**Q:** My process model for germanium has one entry for strain: gap change per percent. Can I take that number from these calculations?

**A:** Try it first on the two hydrostatic rows, where the crystal keeps its shape and only its size changes. Positive strain means longer edges.

Strained germanium in the diamond structure (2-atom cell, unstrained a = 5.674 Å), from Ansatz 0.2.0 with HSE06, plane-wave PAW, a 6×6×6 k mesh and no spin polarisation, on geometries relaxed with r2SCAN. Changes are relative to the unstrained cell. Shear is the engineering angle, uniaxial strain holds the sides fixed, and epitaxial strain leaves the normal free.

```tsv
strain kind	strain (%)	band gap (eV)	band gap change (eV)	least direct gap change (eV)	gap kind	energy rise per atom (meV)	pressure change (GPa)
epitaxial xy	-4.0	0.656	-0.119	0.310	indirect	39.1	4.60
hydrostatic	-1.5	0.944	0.169	0.477	indirect	13.8	3.80
hydrostatic	1.0	0.471	-0.305	-0.308	direct	3.0	-2.10
shear xy	1.5	0.629	-0.147	-0.074	indirect	1.1	0.00
uniaxial 111	1.5	0.570	-0.205	-0.209	direct	1.8	-1.10
```

The compressed row gives a gap that falls by 0.11 eV for each percent of added length. The expanded row gives 0.31 eV, almost three times as much. If you had calibrated on compression alone, your gap at +1 % would be too large by 0.19 eV, which is a large part of the 0.47 eV that the calculation finds there.

**Q:** Perhaps the gap simply curves with strain. Couldn't I add a quadratic term?

**A:** The column for the least direct gap speaks against that. The direct gap is the energy step from the valence top to the conduction band at the same wave vector, here Γ, the centre of the Brillouin zone. It falls by 0.32 eV per percent on the compressed side and by 0.31 eV on the expanded side, so it is nearly straight.

The gap kind shows what happens instead: it is indirect under compression and direct under expansion. Two conduction edges compete here, one at Γ and one at L, on the zone boundary along the cube diagonals. In all five rows the lowest edge found on the sampled points is one of these two, and it sets the listed band gap. Two smooth lines cross, and the gap, which follows the lower one, gets a kink that a quadratic term would only smear out.

**Q:** Why do the two edges respond so differently to the same strain?

**A:** The table doesn't show orbital character, but bonding theory gives the expected reason. The conduction state at Γ is built from s orbitals that are antibonding between each atom and all four of its neighbours. Longer bonds weaken that repulsion, and the level falls steeply towards the valence top. The state at L mixes s and p character and is less purely antibonding, so it reacts less. In the calculation, Γ falls against L by 0.2 eV for each percent of length.

The crossing also lies in an awkward place. In the unstrained cell the Γ edge is only 3 meV above the L edge, so the kink sits almost exactly at zero strain. A slope taken there depends on the side from which you approach.

**Q:** Then what would a usable model look like?

**A:** Give each edge its own line, move both with the volume, and take the lower one. I let each gap vary with the logarithm of the volume and take both slopes from the compressed row. The expanded row then serves as a test, since it had no part in the slopes.

For equal strain in all directions, the ratio of the two logarithms is ln 1.01 / ln 0.985 = −0.658. The changes found under compression, multiplied by this factor, give at +1 %:

- gap to Γ: 0.779 − 0.658 × 0.477 ≈ 0.465 eV
- gap to L: 0.776 − 0.658 × 0.169 ≈ 0.66 eV

The lower value is the gap to Γ, so the model predicts a direct gap of 0.465 eV. The calculation gives a direct gap of 0.471 eV. The output below sets the same estimate beside the other rows.

**Q:** My layers are grown on a substrate and strained in the plane. Does the two-edge model carry over?

**A:** No, and the epitaxial row shows it by its sign. In-plane compression of 4 % reduces the volume, even though the layer expands along its normal. From the volume alone the gap should widen by about 0.2 eV. It shrinks by at least 0.12 eV.

The other two distorted rows miss in the same direction. The estimate is too high by 0.15 eV for shear and by 0.05 eV for stretching along 111. Shear is the cleanest case, because the volume stays the same and a volume model predicts no change at all.

**Q:** Why does a change of shape lower the gap in each case?

**A:** In this calculation the valence top of the cubic crystal consists of three states of equal energy, made of p orbitals that point in different directions. Cubic symmetry keeps them equal. A distortion removes that symmetry and spreads the three levels, while to first order their mean stays where the volume puts it. The highest level must therefore rise, and the gap is measured from the highest level. Reversing the distortion changes which state is on top, but some state still moves up.

The conduction edge at L can split as well, because there are four equivalent L valleys, one for each cube diagonal. Shear in the xy plane treats these diagonals differently, so some valleys fall and others rise. The table shows the effect: under shear the indirect gap shrinks by 0.147 eV and the direct gap by 0.074 eV. Both are measured from the same valence top, so the difference of 0.07 eV is a fall of the lowest L valley against Γ.

**Q:** Does the epitaxial layer follow the same rule?

**A:** Only in part. Equal strain along both edges of a cube face treats all four diagonals alike, so the L valleys stay equivalent and the splitting of the valence top should be the main cause. Yet L ends up about 0.06 eV lower against Γ than the volume model allows. To first order, such a strain can move L against Γ only through the volume. The remainder therefore points to terms of higher order, which begin to count at 4 %. Such terms probably also make up part of the 0.26 eV by which the direct gap is missed, and this one row can't separate them from the rise of the valence top.

A third conduction edge also needs watching here. It lies near X, the zone boundary along the cube axes, and such a compression should bring it down towards L. The k mesh samples the line from Γ to X only in thirds. In the unstrained cell the band lies 1.17 eV above the valence top at two thirds of the way and 1.27 eV at X, and its minimum is expected between these two points, where the mesh has none. At 4 % the in-plane valleys may well have fallen below L unseen, so read the listed gap of this row as an upper bound.

There is also a limit to how far you may carry these sizes into a real device. The calculation leaves out spin–orbit coupling, which in real germanium splits the valence top by roughly 0.3 eV before any strain is applied. A small distortion then acts on a top that is already partly split. The direction of the effect survives, but its size in the three distorted rows should not be entered as a measured response.

**Q:** The unstrained cell comes out as indirect, as germanium should be. Isn't that at least a success?

**A:** It is a fragile one, and the energy column tells you why. If the unstrained cell were the energy minimum, the energy would rise roughly with the square of the strain, and the compressed row would lie 1.5² = 2.25 times as high as the expanded one. The calculated rises are 13.8 and 3.0 meV per atom, a ratio of 4.6. Expansion is too cheap, and anharmonicity alone should raise the ratio only a little. The cell starts out slightly too short for the functional that evaluates it, and indeed it stands under 0.37 GPa of compression.

The cell was relaxed with r2SCAN, whereas energies and gaps come from HSE06. A parabola through the unstrained cell and the two hydrostatic rows puts the HSE06 minimum at about 0.2 % more length. The pressure vanishes at nearly the same strain, although the stress is only loosely converged. The edges cross at 0.02 %, well before that point. In its own preferred cell, HSE06 would thus make germanium direct, with Γ some 30 to 35 meV below L, depending on whether pressure or energy is used to place that cell.

**Q:** How far is that from the real material?

**A:** In real germanium L lies below Γ by roughly 0.14 eV, a recalled value. With the calculated slopes, it would take about 0.7 % of expansion to close that distance. The calculation therefore turns direct much too early. Part of the error comes from the lattice, which is roughly 0.3 % longer than the recalled room-temperature value and so lowers Γ against L by about 0.06 eV. The remainder may come from the functional, the numerical settings or the neglect of atomic vibrations, and these rows can't separate them.

Spin–orbit coupling is not a good explanation for this particular error. It mainly moves the valence top, which both gaps share, and so hardly changes the order of the two conduction edges. It does matter for the size of the gaps: it should lower both by about a third of the splitting, roughly 0.1 eV.

**Q:** Would silicon give me the same trouble?

**A:** Half of it. Silicon's lowest conduction edge lies near X, and its Γ edge is far above. A percent of hydrostatic strain doesn't make them cross, so one slope serves for a change of size. Its valence top and its valleys are degenerate too, however, so a change of shape needs its own treatment there as well.

**Q:** What should I put into my process model, then?

**A:** Replace the single entry by one volume slope for each conduction edge, and let the model choose the lowest edge at every strain. For strong compression, include the edge near X as well. For changes of shape, let the valence top and the L valleys split as well, with sizes calculated with spin–orbit coupling, and take the gap from the highest valence level to the lowest conduction edge. Before you trust the words direct or indirect, compare the distance between the edges with the error to be expected from the lattice constant and the functional together. If the distance is the smaller of the two, take the order of the edges from experiment.

Numerical output:

```
Gap change per +1 % length from the compressed row (eV): -0.1127
Gap change per +1 % length from the expanded row (eV): -0.305
Ratio of these two slopes: 2.707
Direct gap change per +1 % length from the compressed row (eV): -0.318
Direct gap change per +1 % length from the expanded row (eV): -0.308
Gap at +1 % if the compressed slope held (eV): 0.6632
That estimate less the computed gap (eV): 0.1922
L gap at +1 % from the outputs (eV): 0.6682
Volume-only estimate with both edges (slopes from the compressed row):
           row  volume change %  estimated gap eV  computed gap eV  gap estimate less computed eV  direct gap estimate less computed eV
  epitaxial xy           -5.312            0.9793            0.656                         0.3233                                0.2642
   hydrostatic           -4.433            0.9449            0.944                        0.00088                                     0
   hydrostatic             3.03            0.4651            0.471                      -0.005941                             -0.006041
      shear xy                0            0.7759            0.629                         0.1469                                 0.074
  uniaxial 111              1.5            0.6225             0.57                        0.05247                               0.05237
Shear xy, shift of lowest L edge against Γ beyond volume (eV): -0.07288
Epitaxial, shift of L edge against Γ beyond volume (eV): -0.05912
Γ edge falls against L per +1 % length (eV): 0.2005
Unstrained Γ edge above L edge (meV): 3.22
Length strain at which the edges cross here (%): 0.01606
HSE06 energy minimum from a parabola through the hydrostatic rows (% length): 0.1926
Strain of zero HSE06 pressure from the expanded row (% length): 0.1751
Γ edge less L edge at that energy minimum (meV): -35.39
Crossing strain if L lay a rough recalled 0.14 eV below Γ (% length): 0.6984
Part of the 0.14 eV from a lattice roughly 0.3 % too long (eV): 0.06014
```
